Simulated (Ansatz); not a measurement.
Abstraction of H: CH2FI + Al(CH2)(CH3)F → CHFI + Al(CH3)2F

Species: CH2FI (fluoroiodomethane) `FCI`, singlet; Al(CH2)(CH3)F, doublet; CHFI `F[CH]I`, doublet; Al(CH3)2F, singlet. A radical takes H: the energy is the difference in strength between two C–H bonds in different surroundings.

Shapes, held fixed at every level: PBE0-D4/def2-TZVP. Flexible molecules stand in one conformer, not always the lowest. Programs: Ansatz 0.2.0. Electronic energies: no zero-point or thermal term.

```tsv
level	kind	ΔE (kJ/mol)	less CCSD(T)/def2-TZVPP	CPU time (sum over the molecules)
HF/def2-SVP	Hartree–Fock	+20.1	+14.7	–
SPW92/def2-TZVPP	LDA	-23.3	-28.7	8.8 s
PBE-D4/def2-TZVPP	GGA	-11.2	-16.6	17 s
r2SCAN0-D4/def2-TZVPP	global hybrid	-0.3	-5.7	34 s
wB97X-V/def2-TZVPP	range-separated hybrid	-0.9	-6.3	48 s
CCSD/def2-TZVPP	coupled cluster or CI	+8.5	+3.1	–
CCSD(T)/def2-TZVPP	coupled cluster or CI	+5.4	0.0	6.9 min
```

The highest level, CCSD(T)/def2-TZVPP, gives ΔE = +5.4 kJ/mol; the levels span -23.3 to +20.1. They disagree on the sign: 3 of 7 are positive. The column of differences is taken from that level and isn't an error. No measured value is set beside it here. Open shells run unrestricted unless RO is named. For atoms past krypton def2 sets carry core potentials with scalar relativity. Correlated rows may include outer-core shells of I, which these sets cover unevenly. Times are processor times on shared x86 and Arm servers, and rough.

At the CCSD(T) level the reaction is close to thermoneutral: at +5.4 kJ/mol, the C–H bond broken in fluoroiodomethane is only slightly stronger than the one formed in the methyl group on aluminium. Both radicals are stabilised, but in opposite ways. In CHFI the halogen lone pairs donate into the half-filled carbon orbital, with fluorine's σ-withdrawal offsetting part of the gain. In the aluminium species the unpaired electron can delocalise into the formally empty 3p orbital on the metal. The small reaction energy probably reflects near-cancellation of these effects.

Connected triples lower the CCSD value, so they favour the products, but only modestly. The density functionals all fall on the exothermic side, LDA furthest and the two hybrids almost at zero, possibly because they balance the two kinds of delocalisation differently. The results support similar C–H bond strengths more firmly than the direction of the reaction. Near-thermoneutrality also says little about the rate, since the abstraction barrier depends on polar effects in the transition state.
